McLachlan particle-hole symmetry of the exact PPP states

1. Statement

Model. A conjugated hydrocarbon has N carbon sites μ at positions r_μ, each with one real orthonormal π orbital and core charge +e. c†_μσ creates an electron of spin σ on μ, n_μσ = c†_μσ c_μσ, n_μ = n_μ↑ + n_μ↓, N̂ = Σ_μ n_μ, and d_μ = n_μ − 1 is the excess population.

Premises.
P1 (zero differential overlap). The only two-electron integrals are (μμ|νν) = γ_μν, with γ_μμ = U_μ. The dipole operator, cores included, is D = −e Σ_μ r_μ d_μ.
P2 (core terms). h_μμ = −I_μ − Σ_{ν≠μ} γ_μν, where I_μ is the valence-state ionisation energy, and the cores repel by γ_μν.
P3 (alternancy). The sites carry labels s_μ = +1 (starred) or −1 (unstarred), and the resonance integrals β_μν are real, symmetric and zero unless s_μ s_ν = −1.
P4 (equal electronegativity). ε = −I_μ + U_μ/2 is the same on all sites.
The γ_μν and the allowed β_μν are otherwise arbitrary in size and range.

Theorem (McLachlan, 1959). There is a unitary operator J with

J c_μ↑ J† = −s_μ c†_μ↓,  J c_μ↓ J† = +s_μ c†_μ↑,  J² = (−1)^(N̂−N),   (1)

and these statements hold for the exact (full CI) eigenstates.
(a) If Ψ has N + q electrons and energy E, then JΨ has N − q electrons, the same S and M_S, and energy E − 2qε. Anion and cation have equal excitation energies and oscillator strengths, and the vertical ionisation energy and electron affinity of the neutral molecule obey IE + EA = −2ε.
(b) Ψ and JΨ have equal site spin densities, equal bond orders between sites of opposite class, and opposite net charges.
(c) For q = 0 the eigenstates can be chosen with J = ±1. Each such state has population ⟨n_μ⟩ = 1, that is zero net π charge, on every site.
(d) For q = 0, D connects only states of opposite J.

2. The Hamiltonian in symmetric form

P1 and P2 give

H = T + Σ_μ (−I_μ n_μ + U_μ n_μ↑ n_μ↓) + ½ Σ_{μ≠ν} γ_μν (n_μ n_ν − n_μ − n_ν + 1),
T = Σ_{μ≠ν,σ} β_μν c†_μσ c_νσ.

The last bracket collects electron-electron repulsion, the two electron-core attractions and core-core repulsion, and equals d_μ d_ν. On one site n_μ is 0, 1 or 2, and −I n + U n↑n↓ takes the values 0, −I, −2I + U. The expression εn + (U/2)(n − 1)² − U/2 with ε = −I + U/2 takes the same three values, so the operators are equal. With P4, and Nε − ½ Σ U_μ = −Σ I_μ,

H = H₀ + ε(N̂ − N) − Σ_μ I_μ,  H₀ = T + ½ Σ_{μ,ν} γ_μν d_μ d_ν,   (2)

where the double sum now includes μ = ν.

3. Construction of J

Let K = Σ_μ K_μ with K_μ = s_μ (c†_μ↑ c†_μ↓ − c_μ↓ c_μ↑). K is anti-Hermitian, so J = exp(πK/2) is unitary. Each K_μ is bilinear in the operators of one site, so it commutes with all operators of other sites and J is a product of site factors. The anticommutation rules give

[K, c_μ↑] = s_μ (c†↑c†↓c↑ − c↑c†↑c†↓) = −s_μ (c†↑c↑ + c↑c†↑) c†↓ = −s_μ c†_μ↓,
[K, c†_μ↓] = −s_μ (c↓c↑c†↓ − c†↓c↓c↑) = s_μ (c↓c†↓ + c†↓c↓) c↑ = s_μ c_μ↑.

For X(θ) = exp(θK) X exp(−θK) one has dX/dθ = exp(θK)[K, X]exp(−θK), so the pair rotates:
c_μ↑(θ) = cos θ c_μ↑ − s_μ sin θ c†_μ↓, c†_μ↓(θ) = cos θ c†_μ↓ + s_μ sin θ c_μ↑.
At θ = π/2 the first line and the adjoint of the second are the first two relations (1).

On one site, with |2⟩ = c†↑c†↓|0⟩, K_μ|0⟩ = s_μ|2⟩, K_μ|2⟩ = −s_μ|0⟩, and K_μ annihilates |↑⟩ and |↓⟩. Hence J sends |0⟩ to s_μ|2⟩ and |2⟩ to −s_μ|0⟩ and leaves singly occupied sites alone. J² is −1 on an empty or full site and +1 otherwise, which is (−1)^(n_μ−1), and the product over sites is the third relation (1). Every covalent configuration, one electron on each site, has J = +1 whatever its spins.

The plainer map c_μσ → s_μ c†_μσ also leaves H₀ invariant but reverses M_S. It differs from (1) by a spin rotation through π. The form (1) commutes with spin, which is what the comparison of spin densities needs.

4. Transformation of operators

With σ̄ the spin opposite to σ, (1) gives for either spin (the sign factor enters twice)

J c†_μσ c_νσ J† = s_μ s_ν c_μσ̄ c†_νσ̄ = δ_μν − s_μ s_ν c†_νσ̄ c_μσ̄.   (3)

Define p_μν = Σ_σ c†_μσ c_νσ and ρ_μν = c†_μ↑ c_ν↑ − c†_μ↓ c_ν↓. Summing and subtracting (3) over spin,

J p_μν J† = 2δ_μν − s_μ s_ν p_νμ,  J ρ_μν J† = s_μ s_ν ρ_νμ.   (4)

Both maps are their own inverses, so J†(...)J gives the same results. Consequences:
Charge: J d_μ J† = −d_μ, so N̂ − N and D change sign.
Interaction: d_μ d_ν is invariant for every pair, μ = ν included.
Hopping: for s_μ s_ν = −1, p_μν goes to p_νμ, and β_μν = β_νμ makes T invariant.
Spin: ρ_μμ = 2S^z_μ is invariant, and J c†_μ↑ c_μ↓ J† = −c_μ↓ c†_μ↑ = c†_μ↑ c_μ↓, so the whole spin vector of each site is invariant.
Therefore J H₀ J† = H₀, and from (2)

J† H J = H − 2ε(N̂ − N).   (5)

5. Proofs

(a) Let HΨ = EΨ and (N̂ − N)Ψ = qΨ. Then (N̂ − N)JΨ = −J(N̂ − N)Ψ = −q JΨ, and by (5) H JΨ = J(J†HJ)Ψ = (E − 2qε) JΨ. J is unitary, so the correspondence is one to one with multiplicities, and J commutes with S² and S_z. The shift 2qε is common to all states at given q and cancels in excitation energies. Since ⟨JΨ_a|D|JΨ_b⟩ = −⟨Ψ_a|D|Ψ_b⟩, the oscillator strengths, proportional to ΔE|D_ab|², and the polarisation directions agree. With IE = E(N−1) − E(N) and EA = E(N) − E(N+1), IE + EA = E(N−1) − E(N+1) = −2ε. For identical carbons with U = I − A, A the valence-state affinity, this is I + A, the same for all alternant hydrocarbons.

(b) ⟨JΨ|O|JΨ⟩ = ⟨Ψ|J†OJ|Ψ⟩. H is real, so Ψ can be chosen real, and then P_μν = ⟨p_μν⟩ and R_μν = ⟨ρ_μν⟩ are symmetric. By (4) the partner state has P′_μν = 2δ_μν − s_μ s_ν P_μν and R′_μν = s_μ s_ν R_μν. Site spin densities R_μμ and opposite-class bond orders are equal, excess populations are opposite, and the spin density element across a bond changes sign.

(c) For q = 0, J maps the sector onto itself, commutes with H there by (5), and has J² = 1, for even N and for odd alternant radicals alike. J is then Hermitian with eigenvalues ±1 and shares an eigenbasis with H, S² and S_z. In such a state ⟨d_μ⟩ = ⟨J†d_μJ⟩ = −⟨d_μ⟩ = 0. Likewise P_μν = 0 for distinct sites of the same class and R_μν = 0 across bonds. A level that is degenerate only through spin or one irreducible representation of the point group has a single J by Schur's lemma (J commutes with the point group at q = 0, see below), so every state in it qualifies. If levels of opposite J coincide by accident, their mixtures need not have unit populations. Charge fluctuations ⟨d_μ d_ν⟩ are even under J and do not vanish.

(d) For J eigenvalues j_a and j_b, ⟨a|D|b⟩ = j_a j_b ⟨a|J†DJ|b⟩ = −j_a j_b ⟨a|D|b⟩, which vanishes unless j_a j_b = −1. Permanent π dipoles vanish, and two-photon amplitudes, second order in D, connect equal J.

Point-group labels. An operation g of a connected framework either preserves the two classes or exchanges them. In the second case gKg⁻¹ = −K and gJg⁻¹ = J⁻¹ = J(−1)^(N̂−N). Thus g commutes with J for even q and anticommutes for odd q: partner states of radical cation and anion have opposite characters under class-exchanging operations.

6. The plus and minus labels

Let both classes have N/2 sites and let the Hückel matrix β have no zero eigenvalue. By P3, changing the sign of the unstarred coefficients reverses the eigenvalue, so each bonding orbital φ_i = (u_i, v_i)/√2 has an antibonding partner φ_i′ = (u_i, −v_i)/√2. Completeness then gives Σ_i φ_iμ² = ½ over the bonding set (the Coulson-Rushbrooke result). From (1), J a_i↑ J† = −a†_i′↓ and J a_i↓ J† = a†_i′↑, and the same with primed and unprimed exchanged.

The closed-shell determinant Φ₀ is the unique state annihilated by all a†_iσ and a_i′σ. J maps this set onto itself, so JΦ₀ = ±Φ₀. Orthonormality of the φ_i and φ_j′ gives u_i·u_j + v_i·v_j = 2δ_ij and u_i·u_j − v_i·v_j = 0, so the u_i and the v_i form orthogonal matrices. The amplitude of Φ₀ on the covalent configuration with ↑ on starred and ↓ on unstarred sites is 2^(−N/2) det(u) det(v) up to sign, which is not zero, and that configuration has J = +1. Hence JΦ₀ = +Φ₀, and any J eigenstate that overlaps Φ₀ has J = +1.

For excitations, J a†_k′σ a_iσ J† = −a†_i′σ̄ a_kσ̄. The singlet operator (sum over σ) for i → k′ goes to minus that for k → i′, and the triplet operator (↑ minus ↓) goes to plus. Pariser's labels (1956) name the combinations (i → k′) ± (k → i′), count i → i′ as plus and the ground state as minus. So singlets have label −J and triplets label +J. D conserves spin, so rule (d) reads plus ↔ minus in either convention: from the ground state only plus singlets are dipole allowed.

7. Range of validity

The theorem is exact for the model at any strength of interaction. It fails or changes as follows.
Odd rings, as in azulene, admit no labels s_μ.
Terms odd under J break it: site differences Σ δε_μ d_μ from heteroatoms or substituents, resonance integrals within one class, and integrals (μμ|μν) beyond P1, which make the hopping across a bond depend on the charge of its ends. For any odd V, J†(H₀ + V)J = H₀ − V. The anion under V is the cation under −V, so for a J-even property the first-order shifts of the two ions are opposite and their mean is correct through first order.
An external potential Σ v_μ d_μ is odd. Counter-ions of opposite charge at the same place keep the two ions equivalent, and different ion pairing or solvation does not.
In a magnetic field β is complex Hermitian, and (4) turns β into β*. The spin Zeeman term is invariant, while bond currents and orbital moments change sign.
With β and γ dependent on geometry, (a) holds at each geometry. If ε and the σ-frame energy do not depend on the π charge, and ε not on geometry, the two ions have parallel potential surfaces and relax alike.
Approximate states obey the theorem if the method treats a state and its J image alike, as Hartree-Fock, perturbation theory from the Hückel limit and J-closed CI spaces do.
The same premises describe nearest-neighbour π models of graphene, where they give electron-hole symmetry under doping.
The theorem concerns π operators only. Proton hyperfine couplings arise in the σ frame, and their link to R_μμ is an added assumption.

8. Illustration: anthracene radical ions in EPR

Inputs, all assumed: one β < 0 for all bonds; γ_μν = 0 for μ ≠ ν; an effective u = U/|β| = 2.4, twice the typical value λ = 1.2 of McLachlan's spin-density scheme; a McConnell constant Q = −2.4 mT, typical for use with such densities; a charge coefficient κ = −1.3 mT per unit charge. The two ions are computed separately to first order in u, without use of J on the many-electron states.

First-order densities. The interaction is U Σ (n_μ↑ − ½)(n_μ↓ − ½) plus a constant. A one-electron operator changes at first order only through single substitutions i → a of one spin σ, with matrix element U Σ_μ φ_iμ φ_aμ (⟨n_μσ̄⟩ − ½). Orbital energies are xβ from the site level. Let w_μ be the squared coefficient of the singly occupied orbital, equal for HOMO and LUMO by pairing, and

g_μ = 2 Σ_{i bonding, a antibonding} φ_iμ φ_aμ W_ia/(x_i − x_a),  W_ia = Σ_ν w_ν φ_iν φ_aν.

A potential +U w_μ changes the density of seven electrons filling the bonding orbitals by −u g_μ.
Anion (8↑, 7↓): ⟨n↓⟩ = ½ exerts no field on ↑, while ⟨n↑⟩ = ½ + w gives ↓ the potential +Uw. So n↑ = ½ + w, n↓ = ½ − ug.
Cation (7↑, 6↓): ⟨n↑⟩ = ½ exerts no field on ↓, while ⟨n↓⟩ = ½ − w gives ↑ the potential −Uw. So n↑ = ½ + ug, n↓ = ½ − w.
Both have spin density ρ = w + ug. The net charge in units of e is −(w − ug) in the anion and +(w − ug) in the cation, as (b) demands.

Orbitals. Use the reflections 1↔4 (class-exchanging) and 1↔8, and symmetry-adapted components (C2, C1, C9a, C9), spread over 4, 4, 4 and 2 atoms. With r = √2, the block even under both reflections is tridiagonal with diagonal (1, 0, 1, 0) and couplings 1, 1, r, and its characteristic polynomial is (x² − 2)(x² − 2x − 1). Eigenvectors with squared norms M:
x₁ = 1 + r: (1, r, 1 + r, r), M = 8 + 2r
x₂ = r: (1, r − 1, 1 − r, 1 − r), M = 10 − 6r
x₃ = 1 − r: (1, −r, 1 − r, r), M = 8 − 2r (LUMO)
x₄ = −r: (1, −1 − r, 1 + r, −1 − r), M = 10 + 6r
The block even under 1↔4 and odd under 1↔8 lacks C9:
x₅ = 2: (1, 1, 1), M = 3; x₆ = 1: (1, 0, −1), M = 2; x₇ = −1: (1, −2, 1), M = 6.
The two blocks odd under 1↔4 hold the partner orbitals, among them the HOMO, and contribute equally to g, since pairing keeps φ_iμφ_aμ and x_i − x_a. Both frontier orbitals are odd under the molecular plane, so the LUMO is u and the HOMO g under inversion, the exchange found in section 5.

From x₃, w = k(1, 2, 3 − 2r, 4) per atom with k = 1/[4(8 − 2r)]. For each pair, form the componentwise product y of the unnormalised vectors, Y = y·w/k and t = 2Y/[M_i M_a (x_i − x_a)]:
pair 1,3: y = (1, −2, −1, 2), Y = 2 + 2r, t = 0.0610
pair 1,4: y = (1, −2 − r, 3 + 2r, −2 − r), Y = −10 − 6r, t = −0.0482
pair 2,3: y = (1, r − 2, 3 − 2r, r − 2), Y = 6 − 6r, t = −0.3470
pair 2,4: y = (1, −1, −1, 1), Y = 2r, t = 0.0714
pair 5,7: y = (1, −2, 1), Y = −2r, t = −0.1048
pair 6,7: y = (1, 0, −1), Y = 2r − 2, t = 0.0690
The sums Σ t y are (−0.299, 0.384, −0.647, 0.561), and g is 2k times the sum divided by the number of atoms.

Position: w, g, ρ, |charge|
C9: 0.1934, 0.0271, 0.258, 0.128
C1: 0.0967, 0.0093, 0.119, 0.074
C2: 0.0483, −0.0072, 0.031, 0.066
C9a: 0.0083, −0.0156, −0.029, 0.046

At C9 the first-order term is 0.34 of w, so second-order terms of rough size 0.34² w ≈ 0.02 cannot be excluded. The third decimal of ρ only displays the arithmetic. By the theorem the omitted orders are identical in the two ions.

Couplings. With a = Qρ the model gives for both ions a(H9) = −0.62 mT, a(H1) = −0.29 mT, a(H2) = −0.07 mT. Two, four and four equivalent protons give 3 × 5 × 5 = 75 lines over a width 2|a9| + 4|a1| + 4|a2| = |Q|(1 − 4ρ_9a) = 2.7 mT, because the site spin densities sum to one. These are the model's numbers. It falls short at position 2, where the typical magnitude in these ions is about 0.14 to 0.15 mT, roughly twice the model's value.

Size of the term outside the theorem. The σ-π coupling depends on the charge z_μ of the carbon, written a = (Q + κ z_μ)ρ_μ in the form of Colpa and Bolton. Since ρ is even and z odd under J, a(cation) + a(anion) = 2Qρ and a(cation) − a(anion) = 2κ|z|ρ. At C9, κ|z|/Q = 0.07, which gives −0.66 mT for the cation and −0.58 mT for the anion, a ratio of 1.15, about a mean of −0.62 mT. Coefficients such as κ are fitted to couplings of these ions, so the split gauges the size of the term and predicts nothing independently. The mean of the cation and anion couplings is the quantity that reports the common π spin density.